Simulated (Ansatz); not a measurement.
The calculation used DFT PBE, scalar-relativistic, plane waves, PAW (Ansatz 0.2.0). All cells share a 420 eV cutoff and Γ-centred k meshes spaced at most about 0.3 Å⁻¹ (about 0.25 or finer for metals, 2π included). Collinear spin in cells that started with moments and kept them past the coarse steps, no spin elsewhere.

Energies over the elements count from the elements' standard structures at the same level (N₂ as a molecule), with no fitted energy shifts.

A relaxed structure of Li2RuAuC6N6 has 20.62 Å³/atom, +0.43 eV/atom against the elements, no gap on its mesh, a net moment of 0.06 μB/atom:

```cif
data_structure
_symmetry_space_group_name_H-M 'Fm-3m'
_symmetry_Int_Tables_number 225
_cell_length_a 10.9693
_cell_length_b 10.9693
_cell_length_c 10.9693
_cell_angle_alpha 90.000
_cell_angle_beta 90.000
_cell_angle_gamma 90.000
_cell_volume 1319.87
loop_
_atom_site_label
_atom_site_type_symbol
_atom_site_symmetry_multiplicity
_atom_site_Wyckoff_symbol
_atom_site_fract_x
_atom_site_fract_y
_atom_site_fract_z
_atom_site_occupancy
Li1 Li 8 c 0.25000 0.75000 0.75000 1
Ru1 Ru 4 a 0.00000 0.00000 0.00000 1
C1 C 24 e 0.18321 0.00000 0.00000 1
Au1 Au 4 b 0.50000 0.00000 0.00000 1
N1 N 24 e 0.29043 0.00000 0.00000 1
```

Q: Rh takes the place of Au on the same sites, and the cell is relaxed. What changes?

A: Li2RuRhC6N6 has a = 10.528 Å: 18.23 Å³/atom, +0.25 eV/atom against the elements, no gap on its mesh, a net moment of 0.06 μB/atom. The volume per atom changes by -11.6 % and the formation energy by -0.17 eV/atom (from unrounded values). Covalent radii: Au 1.36 Å, Rh 1.42 Å; electronegativities 2.54 and 2.28. Li has 12 N at 3.76 Å and 12 C at 3.77 Å (long against covalent radii, as for large ions); Ru has 6 C at 2.01 Å; Rh has 6 N at 2.07 Å; C has 1 N at 1.18 Å, 1 Ru at 2.01 Å, 4 C at 2.85 Å, 1 Rh at 3.25 Å, 4 N at 3.77 Å, 4 Li at 3.77 Å and 4 N at 3.86 Å; N is surrounded by 1 C at 1.18 Å, 1 Rh at 2.07 Å, 4 N at 2.93 Å, 1 Ru at 3.19 Å, 4 Li at 3.76 Å, 4 C at 3.77 Å and 4 C at 3.86 Å.

Space group Fm-3m (No. 225). a = 10.528 Å, b = 10.528 Å, c = 10.528 Å, α = 90.00°, β = 90.00°, γ = 90.00°
```
atom  site  symmetry       x       y       z
  Li    8c      -43m  0.2500  0.7500  0.7500
  Ru    4a      m-3m  0.0000  0.0000  0.0000
  Rh    4b      m-3m  0.5000  0.0000  0.0000
   C   24e      4m.m  0.1912  0.0000  0.0000
   N   24e      4m.m  0.3029  0.0000  0.0000
```

The two cells were relaxed from separate starts that ended on the same group and sites; neither need be the stable form of its compound. These runs have no spin–orbit coupling, which can matter for Au. The reference form of C is held partly by dispersion forces, which this level lacks. Another magnetic order may lie lower. Cells relaxed within their symmetry can be saddle points.

Replacing Au with Rh shrinks the cell even though Rh has the larger tabulated covalent radius, so atomic size doesn't explain the trend. The coordinates place nearly all of the contraction in the M–N contacts, while the Ru–C and C–N lengths barely change. Charge counting with low-spin Ru(II) suggests d⁷ Rh(II) and d⁹ Au(II). Au then has more electrons in the σ-antibonding e_g orbitals directed at nitrogen, which lengthens and weakens its bonds. This probably also contributes to the less favourable formation energy of the Au compound. The net moments fit one unpaired electron per formula unit in both cases.

Both assignments leave the e_g shell unevenly filled, so the missing gap may reflect a degeneracy imposed by cubic symmetry and doesn't establish metallic conduction. A Jahn–Teller distortion could lift it, especially for Au(II), which is rare and prone to disproportionation. The positive formation energies place both cells above the elements, but don't exclude kinetic persistence, since strong C–N bonds can keep endothermic cyanides intact.
